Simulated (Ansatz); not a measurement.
## A series in volume scale on W

Free energy against uniform scaling of the volume at fixed shape and fractions; periodic cell, basis, potentials, k mesh and filling as listed. The results are calculated, by Ansatz 0.2.0.

The cell before it is scaled or strained (space group Pbcm, No. 57):
```
cell vectors (Å)
   2.8190     0.0000     0.0000
   0.0000     4.8800     0.0000
   0.0000     0.0000     4.9401
atoms (fractions of the cell vectors)
W   0.79317  0.56316  0.25000
W   0.20683  0.06316  0.25000
W   0.20683  0.43684  0.75000
W   0.79317  0.93684  0.75000
```

Settings of every row: functional PBEsol; dispersion none; potentials PAW; wave cutoff 517.02 eV; density cutoff 2068.1 eV; k mesh 8x5x5; k shift 0x0x0; occupations fermi dirac; smearing width 0.15 eV; spin none.

Limits: coarse k mesh, up to 40 meV an atom off; no spin-orbit coupling, which can matter with elements this heavy; the cell comes from a prototype or a list of computed structures and needn't be the stable phase.

```csv
row,volume scale,V (Å³/atom),energy above lowest point (meV/atom)
1,0.9406,15.981,0
2,0.9703,16.485,2.7
3,1,16.99,?
4,1.0297,17.494,83.2
5,1.0594,17.999,153.7
```

Question: what energy above lowest point should row 3 give?

Worked fit of energy above lowest point. Take u = (V_r/V)^(2/3) − 1 with V_r = 16.989 Å³ an atom, which is twice the finite (Eulerian) strain; such expansions in the strain, on which the Birch-Murnaghan equation of state is built, carry the rest volume and the bulk modulus. The shown rows have u = 0.04162, 0.02028, -0.01934, -0.03777. Least squares give energy above lowest point = 31.7 − 2056.8 × u + 31094 × u² meV/atom; a straight line predicts inner rows, each left out in turn, worse (root mean square 28 against 0.21 meV/atom). The rows lie off it by 0.0, -0.1, 0.1, 0.0. Its lowest point lies at u = 0.0331, or V = 16.18 Å³ an atom, and the curvature there gives the bulk modulus at fixed shape and fractions, B = (4/9)(1 + u)² E″(u)/V = 292 GPa. Letting shape and atoms relax would as a rule lower it, by much in layered, chain or molecular crystals. The withheld row has u = -4e-05, so the fit gives 31.7 − 2056.8 × (-4e-05) + 31094 × (-4e-05)² = 31.8 meV/atom.

The calculation gave 31.7 meV/atom. The fit lies 0.1 meV/atom (0.065 % of the column's range) above it, one unit of the last digit.
